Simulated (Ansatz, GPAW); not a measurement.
## Ga3Se: the functional in 2 programs

It takes space group Pm-3m (No. 221, cubic). Conventional cell: a = 4.432 Å, b = 4.432 Å, c = 4.432 Å, α = 90.00°, β = 90.00°, γ = 90.00°. Se (site symmetry m-3m) is surrounded by 12 Ga at 3.13 Å. Ga (site symmetry 4/mmm) is surrounded by 4 Se at 3.13 Å and 8 Ga at 3.13 Å.

The cell comes from a database or a generator and needn't be the stable form of this composition.

Kept alike: task band structure; k mesh 6 × 6 × 6; occupations fermi-dirac, width 0.05 eV; no spin polarisation. The mesh is that of the run's cell of 4 atoms. No spin-orbit coupling.

- A: Ansatz, Ansatz PAW, made for PBE, cutoff 420 to 500 eV
- B: GPAW; the program's PAW data sets (release 1.2.1) made for this functional (LDA); GPAW PAW data sets (gpaw-data 1.2.1) (PBE, r2SCAN); PAW data sets generated for this functional (PBEsol), cutoff 600 eV

```csv
functional,A: pressure (GPa),B: pressure (GPa)
LDA,-4.95,-5.17
PBE,-0.57,-0.85
PBEsol,-3.61,-3.87
r2SCAN,-1.70,-2.15
```

Pressure is positive in compression; plane-wave values hold the error of the finite cutoff, which Ansatz corrects. Values on potentials made for another functional: A at LDA, PBEsol, r2SCAN; B at r2SCAN. For a metal such a mesh leaves the last digits unconverged.

Task: How large is the effect of the functional, and do the programs agree on it?

Result: From LDA to PBE the pressure moves by +4.38 in A, +4.32 in B (GPa). Row by row the programs differ by 0.22 to 0.45, and over this span the shifts, as printed, agree within about 1 %. Shifts from LDA: PBE +4.38, +4.32; PBEsol +1.34, +1.30; r2SCAN +3.25, +3.02; the programs' shifts differ by up to 0.23.

At this fixed cell every pressure is negative, so each functional favours a smaller volume. Both programs give the same order, with LDA pulling inward most strongly, followed by PBEsol, r2SCAN and PBE. This is the familiar overbinding of LDA. Gradient corrections favour inhomogeneous densities and so weaken the cohesion, while PBEsol, with its softer gradient dependence in exchange, stays closer to LDA. The small residual pressure in PBE suggests that the cell was originally relaxed with that functional or a similar one.

B lies below A in every row, but much of this offset cancels in the shifts, so the effect of the functional is better determined than the absolute pressure. The offset also appears for PBE, where both programs use matching potentials, so a mismatch between functional and potential can't be its only source; differences in PAW construction probably contribute. Without the compressibility, these pressures rank the functionals by their preference for contraction but don't give the equilibrium lattice constants.
